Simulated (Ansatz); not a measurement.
The atomisation energy (no zero-point term) down a group: Al to In

One atom is swapped for its congeners: CH5AlO3 `C[O][Al]([OH])[OH]`; CH5GaO3 `C[O][Ga]([OH])[OH]`; CH5InO3 `C[O][In]([OH])[OH]`. All are singlets with charge 0.

Shapes, held fixed at every level: PBE0-D4/def2-TZVP. Programs: Ansatz 0.2.0. Values in eV.

| level | CH5AlO3 | CH5GaO3 | CH5InO3 |
| --- | --- | --- | --- |
| HF/def2-TZVPP | 29.20 | 26.00 | 23.69 |
| r2SCAN-D4/def2-TZVPP | 41.10 | 38.05 | 35.89 |
| B3LYP-D4/def2-TZVPP | 40.83 | 37.61 | 35.50 |
| wB97M-V/def2-TZVPP | 41.09 | 37.90 | 35.88 |
| wB97X-V/def2-TZVPP | 40.99 | 38.00 | 35.93 |
| CCSD(T)/def2-TZVPP | 40.05 | 37.25 | 34.97 |

At CCSD(T)/def2-TZVPP the atomisation energy falls at every step, from 40.05 to 34.97 eV. Every level shows the same order. For atoms past krypton def2 sets carry core potentials with scalar relativity. Relativity is left out for Ga unless named. Correlated rows may include outer-core shells of Ga, In, which these sets cover unevenly. Spin-orbit coupling, which grows down the group, is left out (summed over each molecule's free atoms 0.04, 0.10, 0.22 eV).

The three molecules share the same methyl, C–O and O–H framework, so the fall from 40.05 to 34.97 eV mainly reflects weaker metal–oxygen bonding. Aluminium binds oxygen through short, strongly polar bonds. In gallium the filled 3d shell screens the nuclear charge poorly, which holds the 4s electrons tightly, reduces bond polarity and makes promotion to the trivalent valence state more costly. Indium adds longer bonds and more diffuse valence orbitals, with weaker electrostatic attraction and overlap. The drop is larger from Al to Ga than from Ga to In at every level, which suggests that the d-shell effect matters as well as size.

Hartree–Fock already gives the trend, so correlation is essential to the total binding but not to the ordering. The density functionals all lie above CCSD(T), probably in part because the coupled-cluster correlation energy converges slowly with basis size, so the gap alone does not establish overbinding. Nor do total atomisation energies show how readily each molecule would reduce to the monovalent metal, a route that generally becomes easier down the group.
